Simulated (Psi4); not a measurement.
**TiHSF3 (SMILES [F][Ti]([F])([F])[SH]): methods side by side**

TiHSF3 has 6 atoms, charge 0, and is taken as a singlet. SMILES: `[F][Ti]([F])([F])[SH]`. The shape was relaxed beforehand at PBE0/def2-TZVP.

Quantity: the HOMO–LUMO gap, in eV. The values are calculated.

```csv
level,kind,program,value (eV),CPU time
PBE-D4/def2-TZVPP (density fitting),GGA,Psi4,3.04,75 s
r2SCAN-D4/def2-TZVPP (density fitting),meta-GGA,Psi4,3.39,3.1 min
B3LYP-D4/def2-TZVPP (density fitting),global hybrid,Psi4,4.73,65 s
PBE0-D4/def2-TZVPP (density fitting),global hybrid,Psi4,5.25,65 s
wB97M-V/def2-TZVPP (density fitting),range-separated hybrid,Psi4,9.70,3.2 min
```

The values span 3.04 to 9.70 eV. Orbital gaps aren't excitation energies; they tend to grow with the share of exact exchange. CPU times are rough (shared hosts, several kinds of processor): they show what a rung costs within a factor of a few.

The gap of TiHSF3 widens at every step from PBE to ωB97M-V, and the largest jump comes between PBE0 at 5.25 eV and the range-separated hybrid at 9.70 eV. That jump probably reflects the full exact exchange at long range in ωB97M-V, which brings the frontier levels closer to the energies for removing and adding an electron.

Chemically, this is a formally d⁰ Ti(IV) centre, so the LUMO should be mainly titanium d in character, with some antibonding ligand admixture. The HOMO is probably a sulfur p lone pair on the SH group, since sulfur is much less electronegative than fluorine and the fluorine p levels lie deeper. The gap would then have sulfur-to-titanium charge-transfer character, and the thiolate rather than the fluorides would set its upper occupied edge. A clear gap with every functional fits the closed-shell picture expected for d⁰ titanium. Without a measured or high-level ionisation energy and electron affinity, the spread doesn't establish which value lies nearest the true fundamental gap.
